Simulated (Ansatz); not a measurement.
Ga: pressure and energy change per atom against volume scale

All results are calculated (Ansatz 0.2.0). Plane-wave DFT, scalar-relativistic PAW made under PBE with cores redone for the functional, no dispersion; the given relaxed cell is scaled uniformly, energy at zero smearing counts from the unscaled cell, pressure at the given Fermi-Dirac smearing is positive in compression.

The cell before it is scaled or strained (space group P6/mmm, No. 191):
```
cell vectors (Å)
   4.8525     0.0000     0.0000
  -2.4262     4.2024     0.0000
   0.0000     0.0000     3.2757
atoms (fractions of the cell vectors)
Ga  1.00000  1.00000  0.00000
Ga  0.33333  0.66667  0.50000
Ga  0.66667  0.33333  0.50000
```

Settings of every row: spin polarised no; functional BLYP; wave cutoff 420 eV; smearing width 0.1 eV; k mesh 9x9x11.

Atom starting moment: 0 on all atoms.

Limits: the cell comes from a prototype or a list of computed structures and needn't be the stable phase.

| row | volume scale | V (Å³/atom) | pressure (GPa) | energy change per atom (meV) |
| --- | --- | --- | --- | --- |
| 1 | 0.88 | 19.594 | 5.12 | 38.09 |
| 2 | 0.92 | 20.485 | 3.02 | 15.89 |
| 3 | 0.96 | 21.376 | 1.4 | 3.98 |
| 4 | 1.04 | 23.157 | ? | ? |
| 5 | 1.08 | 24.047 | -1.73 | 10.12 |
| 6 | 1.12 | 24.938 | -2.37 | 21.82 |

Question: what pressure and energy change per atom should row 4 give?

Worked fit of pressure. Take u = (V_r/V)^(2/3) − 1 with V_r = 21.376 Å³ an atom, which is twice the finite (Eulerian) strain; such expansions in the strain, on which the Birch-Murnaghan equation of state is built, carry the rest volume and the bulk modulus. The shown rows have u = 0.05975, 0.02879, 0, -0.07549, -0.09765. Least squares give pressure = 1.394 + 53.09 × u + 150.9 × u² GPa; a straight line predicts inner rows, each left out in turn, worse (root mean square 0.4 against 0.036 GPa). The rows lie off it by 0.02, -0.03, 0.01, 0.02, -0.02. The pressure vanishes at u = -0.0286, or V = 22.33 Å³ an atom, and there the bulk modulus at fixed shape and fractions is B = −V dP/dV = (2/3)(1 + u) dP/du = 28.8 GPa. Letting shape and atoms relax would as a rule lower it, by much in layered, chain or molecular crystals. The withheld row has u = -0.05195, so the fit gives 1.394 + 53.09 × (-0.05195) + 150.9 × (-0.05195)² = -0.96 GPa.

The calculation gave -0.91 GPa. The fit lies 0.05 GPa (5.5 % of the value, 0.67 % of the column's range) below it; its largest miss of a shown row is 0.03 GPa.

Worked fit of energy change per atom. Take u = (V_r/V)^(2/3) − 1 with V_r = 21.376 Å³ an atom, which is twice the finite (Eulerian) strain; such expansions in the strain, on which the Birch-Murnaghan equation of state is built, carry the rest volume and the bulk modulus. The shown rows have u = 0.05975, 0.02879, 0, -0.07549, -0.09765. Least squares give energy change per atom = 3.968 + 283.03 × u + 4788 × u² meV; a straight line predicts inner rows, each left out in turn, worse (root mean square 13 against 0.29 meV). The rows lie off it by 0.12, -0.20, 0.01, 0.23, -0.17 (root mean square 0.17 meV). The withheld row has u = -0.05195, so the fit gives 3.968 + 283.03 × (-0.05195) + 4788 × (-0.05195)² = 2.19 meV.

The calculation gave 2.48 meV. The fit lies 0.29 meV (12 % of the value, 0.81 % of the column's range) below it; its largest miss of a shown row is 0.23 meV.
